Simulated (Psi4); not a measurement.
# C3H3ClO (SMILES C=CC(=O)Cl): the HOMO–LUMO gap, rung by rung

The species is C3H3ClO (8 atoms), meant as a singlet with charge 0. As SMILES, `C=CC(=O)Cl`. Geometry: optimised at PBE0/def2-TZVP. This is one conformer, not always the lowest.

```jsonl
{"atom": "C", "x (Å)": "0.0442", "y (Å)": "-0.7464", "z (Å)": "1.0673"}
{"atom": "C", "x (Å)": "0.4361", "y (Å)": "0.1707", "z (Å)": "0.1909"}
{"atom": "C", "x (Å)": "-0.3648", "y (Å)": "0.4151", "z (Å)": "-1.0211"}
{"atom": "O", "x (Å)": "-1.3687", "y (Å)": "-0.1236", "z (Å)": "-1.3423"}
{"atom": "Cl", "x (Å)": "0.3533", "y (Å)": "1.6864", "z (Å)": "-2.0475"}
{"atom": "H", "x (Å)": "-0.8613", "y (Å)": "-1.3187", "z (Å)": "0.9001"}
{"atom": "H", "x (Å)": "0.6158", "y (Å)": "-0.9444", "z (Å)": "1.9657"}
{"atom": "H", "x (Å)": "1.3328", "y (Å)": "0.7617", "z (Å)": "0.3220"}
```

Each level gives the HOMO–LUMO gap (eV). The values are calculated.

```json
{"level": "PBE-D4/def2-TZVPP (density fitting)", "kind": "GGA", "program": "Psi4", "value (eV)": "3.76", "CPU time": "46 s"}
{"level": "r2SCAN-D4/def2-TZVPP (density fitting)", "kind": "meta-GGA", "program": "Psi4", "value (eV)": "4.21", "CPU time": "1.8 min"}
{"level": "B3LYP-D4/def2-TZVPP (density fitting)", "kind": "global hybrid", "program": "Psi4", "value (eV)": "5.77", "CPU time": "48 s"}
{"level": "PBE0-D4/def2-TZVPP (density fitting)", "kind": "global hybrid", "program": "Psi4", "value (eV)": "6.25", "CPU time": "43 s"}
{"level": "wB97M-V/def2-TZVPP (density fitting)", "kind": "range-separated hybrid", "program": "Psi4", "value (eV)": "10.77", "CPU time": "1.8 min"}
```

The values span 3.76 to 10.77 eV. Orbital gaps aren't excitation energies; they tend to grow with the share of exact exchange. CPU times are rough (shared hosts, several kinds of processor): they show what a rung costs within a factor of a few.

The gap of acryloyl chloride widens at every step, from 3.76 eV with PBE to 10.77 eV with wB97M-V. Since the geometry is common to all rows, the spread reflects how each functional treats the frontier levels, not structural relaxation. In PBE, occupied and empty orbitals feel the same local potential, so the gap lacks the derivative discontinuity and falls well below the difference between ionisation energy and electron affinity. Nonlocal exchange acts differently on the two sets, lowering the HOMO relative to the LUMO. The largest jump comes with the range-separated hybrid, whose full long-range exchange restores the correct asymptotic potential. In an isolated small molecule there is no surrounding medium to screen an added charge, so the wB97M-V value is probably the closest of the five to the fundamental gap. The LUMO is expected to be the conjugated C=C–C=O π* orbital, but the gaps alone can't settle whether the HOMO is a lone pair or the C=C π orbital, nor whether that ordering survives a change of functional.
